The first maximum of this absorption curve, at 8.1 eV, does not mark the lowest excited singlet of the calculation. That state lies at 7.92 eV and is hidden in the flank of a neighbour about seven times as strong. The steep rise at the end of the curve comes mainly from one strong state whose centre lies just beyond the last row.

Gas-phase absorption spectrum of C17H28Si, calculated with PySCF 2.14.0 at the TDA LC-wPBE/6-31G(d) level on a GFN2-xTB geometry. The response calculation sought eight singlets, with density fitting, frozen core orbitals and virtual orbitals cut off at 1.5 Eh. Each excitation is a Gaussian of 0.25 eV half-width at 1/e height.

```
photon energy (eV)  molar absorptivity (L/(mol cm))
             7.300                              0.0
             7.400                             10.0
             7.500                             30.0
             7.600                            100.0
             7.700                            320.0
             7.800                            790.0
             7.900                           1490.0
             8.000                           2200.0
             8.100                           2510.0
             8.200                           2370.0
             8.300                           2220.0
             8.400                           2520.0
             8.500                           3270.0
             8.600                           4360.0
             8.700                           6080.0
             8.800                           8930.0
             8.900                          12530.0
```

The molecule is a cage of single bonds with five rings and no π electrons. In this energy range light can only lift an electron out of a σ bond, which is costly, so the lowest computed state lies in the vacuum ultraviolet, near 157 nm. Each excitation enters the curve as a Gaussian. Its area follows the oscillator strength, which measures how strongly light drives the transition, while its width is a chosen setting. The energy of a state does not fix its strength, so the lowest state need not be the one that is seen.

The tempting reading is that a first maximum marks a first state. If one state stood alone there, the molar absorptivity ε at photon energy E would be

ε(E) = ε₀ exp(−((E − E₀)/w)²)

where E₀ is the centre, ε₀ the height at the centre and w = 0.25 eV the half-width at 1/e height. Taking centre and height from the row at 8.1 eV, the estimate for 7.7 eV, a row not used to set them, is

ε(7.7) = 2510 × exp(−(0.4/0.25)²) = 2510 × 0.077 ≈ 194 L/(mol cm)

The table has 320, so a lone state would account for only about 60% of the absorption at this energy.

A defender of the single state could move its centre to lower energy. The ratio of two neighbouring rows tells where a single Gaussian of this width would have to sit. Between 7.9 and 8.0 eV the answer is 8.07 eV, but between 7.7 and 7.8 eV it is 8.03 eV. This drift is several times what the rounding of the table can cause. The lower part of the flank asks for a lower centre, as it should if a weaker state lies underneath.

The list of excitations from the same calculation settles the matter. The oscillator strength is two thirds of the excitation energy times the squared transition dipole, all in atomic units, so strengths and dipoles give back the energies. They place state 1 at 7.92 eV and state 2 at 8.10 eV. State 2 makes the maximum, and state 1 adds less than a tenth of the height there.

Far down the flank the order is reversed. When two Gaussians have equal widths, the one with the more distant centre dies away faster, so the lower state wins in the end, however weak it is. At 7.6 eV state 1 already supplies 60% of the sum. The foot of an absorption curve can therefore belong mainly to a state that shows no maximum of its own.

The same width decides which states can be seen apart. Two equal Gaussians show two tops only if their centres differ by more than √2 × w, here 0.35 eV. States 2 and 3 are nearly equal in strength and 0.42 eV apart, which leaves the shallow minimum at 8.3 eV between them. State 3 still has no top of its own in the table, because the states above it keep the curve rising. States 1 and 2 are only 0.18 eV apart, and their unequal strengths make them still harder to separate.

Another explanation of the minimum and the rise after it is the start of ionisation. The computed vertical ionisation energy lies temptingly close, between the first maximum and the minimum. Yet this curve is built from eight discrete excitations and contains no ionisation continuum. Their sum follows each row to within about 15 L/(mol cm), so the list of discrete states accounts for the whole shape. Because the Gaussian form is built into the curve, this agreement confirms the bookkeeping and does not test the physics of the states.

For the steep rise two explanations remain: many states crowding together, or one strong state. Both hold part of the truth, because height and growth have different origins. At 8.6 eV states 3 to 7 supply about nine tenths of the absorption. From there to 8.9 eV, however, their joint contribution only goes from about 3900 to 4500 L/(mol cm). State 8 supplies 93% of the growth over this range.

The reason is that a Gaussian adds growth only while its centre still lies ahead. By 8.9 eV the curve has passed the centres of states 3 to 5 and has reached that of state 6, so losses from some members of the crowd offset gains from others. In this range the group of weak states thus comes close to a plateau. State 8, at 9.06 eV, is still ahead and has by far the largest oscillator strength of the eight. The last row is a point on its flank and should not be read as a peak.

The high end carries two reservations. Only eight states were sought, and further ones above 9.06 eV could raise the last few rows noticeably, which would also change the shares found there. Moreover, states 3 to 8 lie above the computed vertical ionisation energy of 8.21 eV, and states 6 to 8 also lie above 8.84 eV, the HOMO energy with its sign changed, where the continuum of the response calculation itself would begin. In a basis without diffuse functions they cannot spread out as Rydberg or continuum states would, so their positions and strengths should not be used to assign measured bands.

The low end needs care for a different reason. The table shows some absorption at 7.5 eV although no computed state lies below 7.92 eV; that foot is the wing of the chosen Gaussian. A narrower width would move the apparent onset up without any change in the molecule. The lowest excitations of saturated molecules usually have strong Rydberg character, so the basis is expected to place the states themselves too high as well. How far they would come down has not been tested here.

In practice, take the lowest excitation energy from the list of states and use the curve only for the overall shape. Before giving a bump to one state, compare its distance from the neighbouring states with 1.4 times the half-width at 1/e height, and compare the strengths as well. If a curve is still climbing at its last point, extend the energy range and ask for more states before quoting a maximum. For a decision on whether a liquid or coating of such a molecule is transparent at a given wavelength, repeat the calculation with diffuse functions first, because states placed too high can make the isolated molecule look too transparent. The influence of neighbouring molecules, which this gas-phase run leaves out, has to be examined as well.

The output below splits each row into the contributions of the states and sets the lone Gaussian beside them.

Numerical output:

```
Parts of the absorptivity in L/(mol cm):
  row  sum of eight  lone state at 8.1    state 1  state 2  states 3 to 7    state 8
  7.3        0.7681            0.08964     0.6881  0.07997      8.925e-08   3.78e-18
  7.4         5.137             0.9881      4.257   0.8797      3.791e-06  8.969e-16
  7.5         26.15              7.909      19.12    7.027      0.0001169  1.545e-13
  7.6         103.1              45.97      62.38    40.76       0.002619  1.934e-11
  7.7         319.5                194      147.8    171.7        0.04263  1.757e-09
  7.8         779.9              594.7      254.2    525.2         0.5041  1.159e-07
  7.9          1488               1324      317.5     1166          4.335  5.553e-06
  8.0          2196               2139      287.9     1881          27.15  0.0001932
  8.1          2517               2510      189.6     2203          124.2    0.00488
  8.2          2382               2139      90.68     1874          417.7    0.08951
  8.3          2235               1324      31.49     1157           1045      1.192
  8.4          2533              594.7      7.941    518.9           1995      11.53
  8.5          3283                194      1.454      169           3031      80.99
  8.6          4361              45.97     0.1934    39.95           3908      413.1
  8.7          6071              7.909    0.01867    6.859           4535       1530
  8.8          8926             0.9881   0.001309   0.8552           4811       4114
  8.9         12541            0.08964  6.665e-05  0.07742           4507       8034
energy of state 1 in eV: 7.919
energy of state 2 in eV: 8.099
energy of state 3 in eV: 8.521
energy of state 4 in eV: 8.719
energy of state 5 in eV: 8.76
energy of state 6 in eV: 8.899
energy of state 7 in eV: 8.998
energy of state 8 in eV: 9.059
largest miss of the sum of eight in L/(mol cm): 15.13
lone state at 7.7 eV in percent of the table value: 60.64
share of state 1 in the sum at 7.6 eV in percent: 60.48
centre in eV that a single Gaussian needs between 7.7 and 7.8 eV: 8.032
centre in eV that a single Gaussian needs between 7.9 and 8.0 eV: 8.072
separation in eV above which two equal Gaussians show two tops: 0.3536
distance of states 1 and 2 in eV: 0.1799
distance of states 2 and 3 in eV: 0.4221
share of state 8 in the sum at 8.9 eV in percent: 64.06
share of state 8 in the growth from 8.6 to 8.9 eV in percent: 93.16
```
